\section*{Resonance counting for short-range and power-law hopping}

\subsection*{1. Premises}

One particle moves on a $d$-dimensional lattice of spacing $a$, with
\begin{equation}
H=\sum_i \epsilon_i|i\rangle\langle i|+\sum_{i\neq j}V_{ij}|i\rangle\langle j| .
\label{H}
\end{equation}
(i) The $\epsilon_i$ are independent and uniform on $[-W/2,W/2]$ (box disorder of full width $W$). (ii) The real hoppings are independent of the $\epsilon_i$, and $|V_{ij}|=V(r_{ij})$ is a fixed decreasing function of distance. (iii) Nothing is assumed yet about the signs of $V_{ij}$; they matter in Section 7.

The locator expansion, which goes back to Anderson (1958), is perturbation theory in the hopping. It starts from a state on site $0$ and gives, to first order,
\begin{equation}
|\psi\rangle\propto|0\rangle+\sum_{j\neq0}\frac{V_{j0}}{\epsilon_0-\epsilon_j}|j\rangle,
\qquad
S=\sum_{j\neq0}X_j,\quad X_j=\frac{V_{j0}^2}{(\epsilon_0-\epsilon_j)^2}.
\label{S}
\end{equation}
At this order site $0$ keeps the weight $1/(1+S)$, so a finite $S$ is the first requirement on the expansion.

\subsection*{2. What a resonance is}

\textbf{Predict.} Two sites have detuning $\Delta=\epsilon_0-\epsilon_j$ and coupling $V$. For which $V/|\Delta|$ does the series in $V$ converge, and how much weight has moved when $|\Delta|=V$?

The $2\times2$ matrix has eigenvalues $(\epsilon_0+\epsilon_j)/2\pm\tfrac12\sqrt{\Delta^2+4V^2}$. The eigenvector that connects to $|0\rangle$ as $V\to0$ has on site $j$ the weight
\begin{equation}
w=\frac12\left(1-\frac{|\Delta|}{\sqrt{\Delta^2+4V^2}}\right)=\frac{V^2}{\Delta^2}-\frac{3V^4}{\Delta^4}+\dots
\end{equation}
The square root has branch points at $4V^2/\Delta^2=-1$, so the series converges only for $|\Delta|>2V$. We call the pair \emph{resonant} when $|\Delta|<V$, which is $X_j>1$. At the threshold the true weight is $w=(1-1/\sqrt5)/2=0.276$, while first order gives an amplitude ratio of one. The threshold is a convention: $|\Delta|<cV$ replaces $V$ by $cV$ in every count below, which changes prefactors and no exponent.

\subsection*{3. Probability of one resonance}

\textbf{Predict.} Fix $\epsilon_0$ near the middle of the box. What is the chance that $\epsilon_j$ lies within $V$ of it, and in which direction does averaging over $\epsilon_0$ change the answer?

Take $V\le W/2$ first. The window $[\epsilon_0-V,\epsilon_0+V]$ has length $2V$, so an interior $\epsilon_0$ gives $2V/W$. If $\epsilon_0$ lies at a distance $s<V$ from an edge, a length $V-s$ of the window falls outside the box. For every $\epsilon_0$ the conditional probability thus obeys
\begin{equation}
V/W\le p(V\,|\,\epsilon_0)\le 2V/W .
\label{cond}
\end{equation}
Averaging the loss over both edges gives $2\int_0^V (ds/W)(V-s)/W=V^2/W^2$.

The difference of two independent uniform variables extends this to all $V\le W$. Its density is the convolution of two boxes, which is their overlap length $W-|\Delta|$ divided by $W^2$, for $|\Delta|\le W$. Therefore
\begin{equation}
p(V)=2\int_0^{V}\frac{W-\Delta}{W^2}\,d\Delta=\frac{2V}{W}-\frac{V^2}{W^2},\qquad V\le W,
\label{p}
\end{equation}
and $p=1$ for $V\ge W$. The quadratic term is an edge effect of the box.

\subsection*{4. Counting partners}

The mean number of resonant partners of site $0$ within a distance $R$ is a sum of probabilities,
\begin{equation}
N(R)=\sum_{0<r_j\le R}p\big(V(r_j)\big).
\label{N}
\end{equation}
Linearity of the mean needs no independence, which is fortunate: all events share $\epsilon_0$ and are correlated until $\epsilon_0$ is fixed.

\emph{Short range.} Nearest-neighbour hopping $t\le W$ on a lattice of coordination $z$ gives $N=z(2t/W-t^2/W^2)$, independent of $R$. For $V=V_0e^{-r/\xi}$ with $V_0\le W$, put $v=V_0/W$. For $\xi\gg a$ the sum becomes $a^{-d}\int S_d\,r^{d-1}dr$, where $S_d=2,\,2\pi,\,4\pi$ for $d=1,2,3$. With $\int_0^\infty r^{d-1}e^{-r/\xi}dr=\Gamma(d)\xi^d$,
\begin{equation}
N(\infty)=S_d\,\Gamma(d)\,(\xi/a)^d\left(2v-2^{-d}v^2\right).
\end{equation}
The count may be large, but it is finite.

\textbf{Predict.} Now $V=V_0(a/r)^\alpha$ with $\alpha>0$. A shell between $r$ and $2r$ holds a number of sites proportional to $r^d$. How many resonances does it hold, and which $\alpha$ is marginal?

Each site contributes about $2v(a/r)^\alpha$, so the shell holds a number proportional to $r^{d-\alpha}$, and $\alpha=d$ puts the same number in every octave of distance. With $x=R/a$ and $v\le1$ the continuum form is
\begin{equation}
N(R)\simeq S_d\int_1^{x}du\,u^{d-1}\left(\frac{2v}{u^{\alpha}}-\frac{v^2}{u^{2\alpha}}\right)
=S_d\left[2v\,\frac{x^{d-\alpha}-1}{d-\alpha}-v^2\,\frac{x^{d-2\alpha}-1}{d-2\alpha}\right],
\label{cont}
\end{equation}
where $(x^{\gamma}-1)/\gamma$ means $\ln x$ at $\gamma=0$. The second term has the smaller exponent and never changes the growth law. For $x\to\infty$,
\begin{equation}
N(R)\to
\begin{cases}
\dfrac{2S_dv}{d-\alpha}\,(R/a)^{d-\alpha}, & \alpha<d,\\[2mm]
2S_dv\,\ln(R/a)+\text{const}, & \alpha=d,\\[1mm]
\text{const}, & \alpha>d .
\end{cases}
\label{cases}
\end{equation}
The constants depend on the lattice at short distance, where the integral is crude. If $V_0>W$, the sites with $r<a\,v^{1/\alpha}$ have $p=1$; they are finite in number and alter only the constants. For a chain the sum is exact. With $H_R^{(s)}=\sum_{r=1}^R r^{-s}$, $R$ in lattice spacings and two partners at each distance,
\begin{equation}
N(R)=4v\,H_R^{(\alpha)}-2v^2H_R^{(2\alpha)},\qquad
N(\infty)=4v\,\zeta(\alpha)-2v^2\zeta(2\alpha)\quad(\alpha>1).
\label{chain}
\end{equation}

\subsection*{5. From the mean count to the norm $S$}

\textbf{Predict.} The mean of a single $X_j$ is infinite, because $\int d\Delta/\Delta^2$ diverges at $\Delta=0$. Does that rule out a finite $S$?

It does not, since the divergence comes from rare values. Fix $\epsilon_0$; the $X_j$ are then independent.

\emph{Case $\alpha\le d$.} Write $p_j=p(V_j|\epsilon_0)$ and consider the sites beyond any radius $R_1$ at which $V\le W/2$. The probability that none of them up to $R$ is resonant is
\begin{equation}
\prod_j(1-p_j)\le\exp\Big(-\sum_jp_j\Big)\le\exp\Big(-\sum_jV_j/W\Big),
\end{equation}
by $1-p\le e^{-p}$ and the lower bound in \eqref{cond}. The last sum diverges as $R\to\infty$, so a resonant partner exists beyond every $R_1$ with probability one. There are infinitely many, each adds more than one to $S$, and $S=\infty$ however small $v$ is.

\emph{Case $\alpha>d$ or short range.} Split $S$ into terms above and below one. The mean number of terms with $X_j>1$ is at most $\sum_j2V_j/W<\infty$. A non-negative variable with a finite mean is finite with probability one, so there are finitely many such terms, and each is finite because exact degeneracy has probability zero. For the others, the density of $\epsilon_j$ is at most $1/W$ on each side of $\epsilon_0$, and
\begin{equation}
\big\langle X_j\,\theta(1-X_j)\big\rangle\le\frac{2}{W}\int_{V_j}^{\infty}\frac{V_j^2}{y^2}\,dy=\frac{2V_j}{W}.
\end{equation}
Their sum also has a finite mean. Hence $S<\infty$ with probability one.

The result is sharp: the first-order norm is finite with probability one if $\alpha>d$ and infinite with probability one if $\alpha\le d$. The locator expansion in the bare hopping can therefore converge only for $\alpha>d$. The second-order energy shift is a blunter test: its term $V_j^2/|\epsilon_0-\epsilon_j|$ exceeds a given $\eta$ with probability at most $2V_j^2/(\eta W)$, which is summable already for $\alpha>d/2$.

\subsection*{6. Why $\alpha>d$ is not sufficient}

\textbf{Predict.} Does a finite $N(\infty)$ localise every state, and is $N(\infty)\approx1$ the transition?

Neither follows. Higher orders sum over paths, whose number grows exponentially with length, and a partner has partners of its own. The nearest-neighbour cubic lattice is known to have extended states at weak disorder, while the nearest-neighbour chain is localised at any $W$. A small $N(\infty)$ only says that resonant clusters are rare and small.

A chain with $V_{ij}=J_0|i-j|^{-\alpha}$, $J_0>0$, shows the gap explicitly. For $0<\alpha<2$, $\alpha\ne1$, its band has the standard small-$k$ expansion of the polylogarithm,
\begin{equation}
J(k)=2J_0\sum_{r\ge1}\frac{\cos kr}{r^\alpha}=J_0A_\alpha|k|^{\alpha-1}+2J_0\zeta(\alpha)+O(k^2),
\quad A_\alpha=2\Gamma(1-\alpha)\sin\frac{\pi\alpha}{2}.
\label{Jk}
\end{equation}
For $1<\alpha<2$, $A_\alpha<0$ and the band top is a cusp. On a ring of $L$ sites the levels $k_n=2\pi n/L$ lie below the top by amounts proportional to $J_0(n/L)^{\alpha-1}$. Disorder couples two plane waves with mean square matrix element $W^2/(12L)$, since the box has variance $W^2/12$. The weight lost by the $k=0$ state then scales as
\begin{equation}
\frac{W^2}{J_0^2}\,L^{2\alpha-3}\sum_{n=1}^{L/2}n^{-2(\alpha-1)} .
\end{equation}
For $\alpha<3/2$ the sum grows as $L^{3-2\alpha}$ and the product stays of order $W^2/J_0^2$. At this order and at weak disorder the state at the band top remains extended, although $\alpha>d$.

\subsection*{7. Why $\alpha\le d$ does not prove delocalisation}

\textbf{Predict.} Take the extreme case $\alpha=0$ with $V_{ij}=V>0$ for all pairs among $L$ sites. The count is $(L-1)p(V)$. Over how many sites does a typical eigenstate spread?

The eigenvalue equation reads $(E+V-\epsilon_i)\psi_i=V\sum_j\psi_j$. With $y=E+V$,
\begin{equation}
\psi_i\propto\frac1{y-\epsilon_i},\qquad \sum_j\frac1{y-\epsilon_j}=\frac1V .
\end{equation}
The sum falls from $+\infty$ to $-\infty$ between adjacent $\epsilon_j$, so one root lies in each gap, and only one root, above the box, is collective. For an estimate let the levels be equally spaced by $\delta=W/L\ll V$. At the box centre the sum vanishes by symmetry at the midpoint of the gap and has slope $-\pi^2/\delta^2$ there, so the root is displaced from the midpoint by only $-\delta^2/(\pi^2V)$. Then $\psi_n\propto1/(n+\tfrac12)$, with $n$ running over all integers in order of energy, and
\begin{equation}
\frac{\left(\sum_n\psi_n^2\right)^2}{\sum_n\psi_n^4}=\frac{(\pi^2)^2}{\pi^4/3}=3 .
\end{equation}
The state occupies three sites, whatever $L$ is. The diverging count was real, but equal-sign amplitudes put all the hopping strength into one collective level.

The same mechanism works on the chain for $0<\alpha<1$. There $J(k)$ diverges to $+\infty$ at $k=0$ and is bounded below. Fix $E$ and choose $E_0$ so that $J(k)+E_0>0$ for all $k$ and $E+E_0>W/2$. Add $E_0\psi$ to both sides of $(E-\epsilon_i)\psi_i=(J\psi)_i$, define $\phi_i=(E+E_0-\epsilon_i)\psi_i$ and $M=(J+E_0)^{-1}$, and apply $M$:
\begin{equation}
\left[\frac1{E+E_0-\epsilon_i}-M_{ii}\right]\phi_i=\sum_{j\ne i}M_{ij}\phi_j .
\label{inv}
\end{equation}
This is exact, and it is again a hopping problem with independent diagonal terms of bounded density.

\textbf{Predict.} How does $M_{ij}$ decay?

At small $k$, $M(k)\simeq|k|^{1-\alpha}/(J_0A_\alpha)$. The leading non-analytic term fixes the tail. Read backwards with exponent $2-\alpha$, Eq.~\eqref{Jk} says that $|r|^{-(2-\alpha)}$ has the non-analytic transform $A_{2-\alpha}|k|^{1-\alpha}$. The reflection formula for $\Gamma$ gives $A_\alpha A_{2-\alpha}=-2\pi\tan(\pi\alpha/2)/(1-\alpha)$, so
\begin{equation}
M(r)\simeq-\frac{1-\alpha}{2\pi J_0\tan(\pi\alpha/2)}\,\frac1{|r|^{2-\alpha}} .
\end{equation}
Since $2-\alpha>1$, the resonance count of \eqref{inv} converges. The tail sets in where $J_0A_\alpha|k|^{\alpha-1}$ exceeds $E_0\sim W$, at $r\sim(W/J_0)^{1/(1-\alpha)}$ up to $\alpha$-dependent factors, which by \eqref{cases} is also where the bare count reaches one. This does not prove localisation, by the caution of Section 6, but it shows that the divergence belongs to one expansion and not necessarily to the Hamiltonian. The inversion argument is due to Nosov, Khaymovich and Kravtsov (2019), and Deng, Kravtsov, Shlyapnikov and Santos (2018) found numerically that bulk states are power-law localised for equal-sign hopping with $\alpha<1$. Random signs spread the hopping strength over all wavevectors and the trick fails. For that class $\alpha=d$ is the known critical case, treated by Levitov (1990) and in the power-law random banded matrix model of Mirlin and co-workers (1996).

\subsection*{8. Range of validity}

Equation \eqref{p} is exact for independent box disorder and $V\le W$. The exponents in \eqref{cases} hold for any independent disorder of bounded density at energies where that density $\rho$ is continuous and non-zero, with $1/W$ replaced by $\rho$; they fail for correlated potentials that fix $\epsilon_i-\epsilon_j$ at given distances. The dichotomy for $S$ is a statement about the infinite system and about first order in the bare hopping. The count tracks real hybridisation while $N(R)\lesssim1$; beyond that, levels are shifted by earlier resonances. The condition $\alpha>d$ is necessary for the bare locator expansion and not sufficient for localisation, and $\alpha\le d$ signals the loss of localisation for uncorrelated hopping only. All of this concerns one particle; interactions open further resonances that are not counted here.

\subsection*{9. Illustration: a chain of trapped Yb$^+$ ions}

Two hyperfine states of each $^{171}$Yb$^+$ ion form a spin, and optical forces acting through the transverse vibrations produce, as a model premise,
\begin{equation}
H=\sum_{i<j}J_{ij}\sigma^x_i\sigma^x_j+\sum_i\frac{B+D_i}{2}\sigma^z_i,\qquad J_{ij}\approx\frac{J_0}{|i-j|^{\alpha}},
\end{equation}
with $J_0>0$, $\alpha$ tuned between 0.5 and 2 by the laser detuning, and $D_i$ a programmed light shift. Energies are quoted as frequencies $E/h$.

\textbf{Predict.} Write $\sigma^x=\sigma^++\sigma^-$. Which terms survive for $B\gg J_0$, and what are $\epsilon_i$ and $V_{ij}$ for one flipped spin?

The terms $\sigma^+_i\sigma^-_j+\sigma^-_i\sigma^+_j$ conserve the number of up spins; $\sigma^+_i\sigma^+_j$ costs about $2B$ and is dropped at leading order. Flipping spin $i$ costs $B+D_i$. One excitation thus obeys \eqref{H} with $\epsilon_i=D_i$, $V_{ij}=J_{ij}$ and $d=1$.

Assumed inputs, of typical size for such chains: 51 ions, $J_0/h=0.5$ kHz, $W/h=5$ kHz, $B/h=10$ kHz, and a coherent evolution time $T=10$ ms. Then $v=0.1$, and for the central ion \eqref{chain} reads $N=0.4\,H_R^{(\alpha)}-0.02\,H_R^{(2\alpha)}$. The 51-ion chain has $R=25$; the other columns show the trend of the ideal power-law model.
\begin{center}
\begin{tabular}{c|cccc|c}
$\alpha$ & $R=5$ & $R=25$ & $R=125$ & $R=\infty$ & $R_T$\\ \hline
0.5 & 1.25 & 3.38 & 8.27 & $\infty$ & 400\\
1 & 0.88 & 1.49 & 2.13 & $\infty$ & 20\\
1.5 & 0.68 & 0.86 & 0.95 & 1.02 & 7.4\\
2 & 0.56 & 0.62 & 0.63 & 0.64 & 4.5
\end{tabular}
\end{center}
At $\alpha=0.5$ successive columns grow by factors 2.71 and 2.45, approaching $\sqrt5=2.24$. At $\alpha=1$ they grow by steps of 0.610 and 0.637, approaching $4v\ln5=0.644$.

Three limits apply. First, time: a pair in exact resonance transfers the excitation as $\sin^2(Vt/\hbar)$, completely at $t=h/4V$. At $r=25$ this takes 2.5 ms, 12.5 ms and 0.31 s for $\alpha=0.5$, 1 and 2. Only partners within $R_T=(4J_0T/h)^{1/\alpha}$, the last column, are resolved in the time $T$.

Second, the dropped terms. Starting from an excitation on $i$, create a pair on $j$ and $k$ and annihilate the pair on $i$ and $k$. Second-order perturbation theory gives
\begin{equation}
\delta V_{ij}=-\frac1{2B}\sum_{k\ne i,j}J_{ik}J_{kj},
\end{equation}
with the denominator taken as $2B/h=20$ kHz although the $D_i$ spread the pair energy between 15 and 25 kHz. For the central and the end ion, $|\delta V|/V$ is 0.5, 0.27 and 0.13 at $\alpha=0.5$, 1 and 2. The sign is opposite to $J_0$, so the count is lowered, and at small $\alpha$ by tens of per cent. In addition, real couplings typically fall below the fitted power law at the largest separations, which lowers it further by an amount that depends on the trap. The table entries are the model's numbers; for an ion chain only their first figure, at best, carries meaning.

Third, all couplings share one sign, so Section 7 applies. At $\alpha=0.5$ the count is 0.88 at $R=3$ and 1.07 at $R=4$, so beyond about four sites it no longer tracks independent hybridisations. The model's values for 51 ions, about 3 partners at $\alpha=0.5$, 1.5 at $\alpha=1$ and 0.6 at $\alpha=2$, show the bare locator expansion failing, marginal and nearly saturated. They do not by themselves predict extended bulk states at $\alpha=0.5$.